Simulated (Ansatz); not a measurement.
## How methods differ on PH3 (phosphine)

PH3 has 4 atoms, charge 0, and is taken as a singlet. As SMILES, `P`. Geometry: optimised at r2SCAN/def2-SVP.

Quantity: the adiabatic ionisation energy (to the doublet cation, shapes relaxed at r2SCAN/def2-SVP, no zero-point term), in eV. The values are calculated.

```csv
level,kind,program,value (eV),less CCSD(T)/def2-TZVPP
SVWN5/def2-TZVPP,LDA,Ansatz,9.97,+0.22
BLYP/def2-TZVPP,GGA,Ansatz,9.70,-0.05
B3LYP/def2-TZVPP,global hybrid,Ansatz,9.83,+0.08
PBE0-D4/def2-TZVPP,global hybrid,Ansatz,9.73,-0.02
wB97M-V/def2-TZVPP,range-separated hybrid,Ansatz,9.84,+0.09
B2PLYP/def2-TZVPP,double hybrid,Ansatz,9.71,-0.04
RPA@PBE/def2-TZVPP,RPA,Ansatz,10.02,+0.27
MP2/def2-TZVPP,perturbation theory,Ansatz,9.64,-0.11
CCSD(T)/def2-TZVPP,coupled cluster or CI,Ansatz,9.75,0.00
```

Differences are taken from CCSD(T)/def2-TZVPP for orientation; it has basis-set and higher-order errors of its own. The values span 9.64 to 10.02 eV.

Ionisation of phosphine removes an electron from the phosphorus lone pair, an orbital of mixed 3s and 3p character. With only one electron left in it, the preference for a strongly pyramidal shape weakens and the cation flattens, so the adiabatic energy lies below the vertical one. Six of the eight other methods stay within 0.11 eV of the coupled-cluster value, as expected for a main-group hydride whose neutral and cation are each well described by a single configuration.

LDA and RPA stand apart, at 9.97 and 10.02 eV, probably because both overestimate the short-range correlation energy lost when the electron pair is broken. Accuracy does not follow the usual ranking of methods: BLYP lies closer to the reference than B3LYP or wB97M-V, and MP2 is further away than any of these. The small deviation of PBE0-D4 therefore doesn't establish a general advantage for ionisation energies. Nor do these totals show how much of the energy comes from the cation's relaxation.
